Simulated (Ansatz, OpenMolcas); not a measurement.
# A ladder of methods for GeSiH5Cl (SMILES Cl[SiH2][GeH3])

GeSiH5Cl has 8 atoms, charge 0, and is taken as a singlet. SMILES: `Cl[SiH2][GeH3]`. Geometry: relaxed at PBE0-D4/def2-TZVP.

Each level gives the vertical ionisation energy (to the doublet cation) (eV). The values are calculated.

```tsv
level	kind	program	value (eV)	CPU time (all runs)
HF/cc-pVDZ	Hartree–Fock	OpenMolcas	9.88	28 s
PBE/cc-pVDZ	GGA	Ansatz	9.79	30 s
TPSS/cc-pVDZ	meta-GGA	OpenMolcas	9.91	3.2 min
B3LYP/cc-pVDZ	global hybrid	Ansatz	10.07	37 s
CAM-B3LYP/cc-pVDZ	range-separated hybrid	Ansatz	10.25	45 s
wB97X/cc-pVDZ	range-separated hybrid	Ansatz	10.33	2.4 min
B2PLYP/cc-pVDZ	double hybrid	Ansatz	10.11	44 s
RPA@PBE/cc-pVDZ	RPA	Ansatz	10.02	51 s
MP2/cc-pVDZ	perturbation theory	Ansatz	10.24	15 s
```

All-electron rows without a relativistic Hamiltonian named are non-relativistic. The values span 9.79 to 10.33 eV. In the correlated wave-function rows the outer d shell of Ge is correlated, in sets not made for it. CPU times are rough (shared hosts, several kinds of processor and program).

Every level puts the vertical ionisation energy near 10 eV, in keeping with removal of an electron from a fairly high-lying σ orbital. That orbital is probably mainly the Si–Ge bond, with some chlorine lone-pair admixture, since Si–Ge σ electrons are generally less tightly bound than chlorine lone pairs. Chlorine also withdraws electron density from silicon, which should stabilise the bonding level relative to that of the unsubstituted parent.

The value rises from PBE through TPSS and B3LYP to the two range-separated hybrids, but exact exchange alone does not order the table: Hartree–Fock lies below TPSS, and B2PLYP below CAM-B3LYP. The step from Hartree–Fock at 9.88 eV to MP2 at 10.24 eV probably reflects the pair correlation lost when an electron leaves a doubly occupied orbital.

If the hole is indeed in the Si–Ge bond, the cation should relax by lengthening it, placing the adiabatic ionisation energy below the vertical one. The near-coincidence of MP2 and CAM-B3LYP does not by itself establish a converged value.
